**Problem.** Hydrogen leaves a ferritic steel at the Polanyi–Wigner rate $-\mathrm d\theta/\mathrm dt=\nu\theta^{n}e^{-E/RT}$ during a ramp $T=T_0+\beta t$, with $T_0$ far below the peak. Here $\theta$ is the trap occupancy, $E$ is molar (per atom, replace $R$ by $k_B$), and $x=E/RT_p$ at the peak temperature $T_p$. The given model inputs are $n=1$, $E=30$ kJ/mol and $\nu=10\ \mathrm{s^{-1}}$, an effective prefactor that lumps retrapping and diffusion out of the specimen. The ramps are $\beta_1=50$ K/h $=0.01389$ K/s and $\beta_2=400$ K/h $=0.1111$ K/s. Each peak is read with an independent standard deviation $\delta T=2$ K. Find the uncertainty of $E$.

## (a) Estimate by hand

The rate constant grows by a factor $e$ over an interval $T/x$, which the ramp crosses in a time $T/(x\beta)$. The peak comes when the residence time $e^{x}/\nu$ has fallen to that time, so $x=\ln(\nu T/\beta)-\ln x$. Take $E/R\approx30000/8.3\approx3.6\times10^{3}$ K, a middle rate $\beta\approx0.04$ K/s, and try $T\approx400$ K, $x\approx9$. Then $\nu T/\beta=10^{5}$ and $x\approx11.5-2.2=9.3\approx9$, consistent with the trial.

Heating eight times faster calls for roughly eight times the rate constant, so $x$ drops by $\ln 8\approx2$ and the peak moves by $\Delta T\approx400\times2/9=89\approx90$ K. Since $E\propto1/\Delta T$ and two readings enter,

$$\frac{\sigma_E}{E}\approx\frac{\sqrt2\,\delta T}{\Delta T}=\frac{\sqrt2\times2}{90}=0.031,\qquad \sigma_E\approx0.9\ \text{kJ/mol}.$$

## (b) Careful calculation

**Peak condition.** With $r=\nu\theta^ne^{-E/RT}$ and $\mathrm d\theta/\mathrm dT=-r/\beta$,

$$\frac{\mathrm d\ln r}{\mathrm dT}=\frac{E}{RT^2}-\frac{n\nu\theta^{n-1}}{\beta}e^{-E/RT}.$$

Setting this to zero gives the Kissinger relation (logarithms of numerical values in SI units)

$$\ln\frac{\beta}{T_p^2}=-\frac{E}{RT_p}+\ln\frac{R\nu n\theta_p^{\,n-1}}{E}.$$

For $n=1$ the last term is constant. Differentiating, $\mathrm d\ln\beta-2\,\mathrm d\ln T_p=x\,\mathrm d\ln T_p$, so

$$\frac{\mathrm d\ln T_p}{\mathrm d\ln\beta}=\frac1{x+2}.$$

**Peak positions.** For $n=1$ the condition reads $x^2e^x=\nu E/(R\beta)$, with $E/R=3608.2$ K.

| $\beta$ (K/s) | $x$ | $T_p$ (K) |
|---|---|---|
| 0.01389 | 10.138 | 355.9 |
| 0.03928 (geometric mean) | 9.276 | 389.0 |
| 0.1111 | 8.428 | 428.1 |

The outer peaks are $72.2$ K apart.

**Propagation.** Subtracting the relation at the two rates gives the estimator

$$E=\frac{R\,y}{D},\qquad y=L-2\ln\frac{T_2}{T_1},\qquad D=\frac1{T_1}-\frac1{T_2},\qquad L=\ln\frac{\beta_2}{\beta_1}.$$

Here $L=2.079$ and $y=x_1-x_2=1.710$. Using $1/D=E/(Ry)$,

$$\frac{\partial\ln E}{\partial T_1}=\frac{2}{T_1y}+\frac{1}{T_1^2D}=\frac{x_1+2}{T_1y}=0.0199\ \mathrm{K^{-1}},$$

$$\frac{\partial\ln E}{\partial T_2}=-\frac{x_2+2}{T_2y}=-0.0142\ \mathrm{K^{-1}}.$$

Adding in quadrature, to first order in $\delta T$,

$$\frac{\sigma_E}{E}=\frac{\delta T}{y}\sqrt{\left(\frac{x_1+2}{T_1}\right)^2+\left(\frac{x_2+2}{T_2}\right)^2}=0.0490 .$$

**Answer:** $\sigma_E/E=4.9\,\%$, $\sigma_E=1.5$ kJ/mol.

**Compact form.** For moderate $L$, evaluate $x$ and $T_p$ at the geometric-mean rate. Then $\ln(T_2/T_1)\approx L/(x+2)$, so $y\approx Lx/(x+2)$ and

$$\frac{\sigma_E}{E}\approx\sqrt2\,\frac{(x+2)^2}{x}\,\frac{\delta T/T_p}{\ln(\beta_2/\beta_1)}=0.0479 .$$

**Range of heating rates.** The span needed follows from the target. A factor of eight suffices for $5\,\%$. Two decades about the same centre, $0.003928$ to $0.3928$ K/s, give $2.4\,\%$ from the full expression (the compact form gives $2.2\,\%$). Halving $\delta T$ at the factor of eight gives $2.5\,\%$, nearly the same gain.

## (c) Why the two differ

The careful result exceeds the estimate by a factor $1.56$. In symbols the hand formula is $\sqrt2\,x\,(\delta T/T_p)/L$, which with unrounded central values gives $0.0324$ against $0.0314$. The ratio factorises as follows.

| Source | Factor |
|---|---|
| rounding of $x$, $T_p$, $L$, $\Delta T$ | 1.032 |
| $y$ is smaller than $L$: $(x+2)/x$ | 1.216 |
| readings also enter $y$: $(x+2)/x$ | 1.216 |
| end values instead of central ones | 1.023 |

Rounding accounts for little, because its parts partly cancel. The bulk, a factor $1.48$, comes from the $T_p^2$ that the estimate dropped, and it acts twice.

First, the rate constant required at the peak is $\beta E/RT_p^2$. The faster run peaks hotter, where the ramp needs a wider interval $RT_p^2/E$ to raise the rate constant by $e$, so the required value rises by $e^{1.710}$ and not by $e^{2.079}$. The peaks lie closer together and the signal shrinks. An estimator that omits $T_p^2$ is also biased: $RL/D=36.5$ kJ/mol.

Second, the readings enter the ordinate $\ln(\beta/T_p^2)$ as well as the abscissa $1/T_p$. A reading of $T_2$ that is too high enlarges $D$ and reduces $y$, and both lower $E$. The contributions stand as $x:2$ and add linearly, since they share one reading.

The last factor arises because the cold peak carries the larger weight and the quadrature sum favours it. Both $(x+2)/x$ factors tend to unity for large $x$; they matter here because the small effective prefactor leaves $x$ near 9 in spite of the slow ramps. By $x^2e^x=\nu E/(R\beta)$, faster ramps would lower $x$ further and make the factors larger.

**Effects outside the statistical error.**

- *Thermal lag.* If the specimen trails the thermocouple by an illustrative $\tau=30$ s, the readings are high by $\beta\tau=0.42$ K and $3.3$ K. The estimator then returns $28.9$ kJ/mol, a shift of $-3.8\,\%$. This rivals $\sigma_E$, does not average out on repetition, and grows with $\beta_2$.
- *Order.* For $n=2$, integrating $\mathrm d(1/\theta)/\mathrm dT=(\nu/\beta)e^{-E/RT}$ from the initial occupancy $\theta_0$ and inserting the peak condition gives $\theta_p/\theta_0=1-\tfrac12xe^xE_2(x)$, with $E_2(x)=\int_1^\infty e^{-xu}u^{-2}\,\mathrm du$. At the $x_1$ and $x_2$ above, treating $\theta_p$ as constant adds $\ln(\theta_{p2}/\theta_{p1})$ to $y$ and raises $E$ by $1.2\,\%$.
- *Meaning of $E$.* For dilute, strong traps in local equilibrium with the lattice, the effective diffusivity is activated by the trap binding energy plus the lattice migration energy. The latter, typically about 5 kJ/mol in ferrite, exceeds $\sigma_E$ and must be subtracted before $E$ is quoted as a binding energy.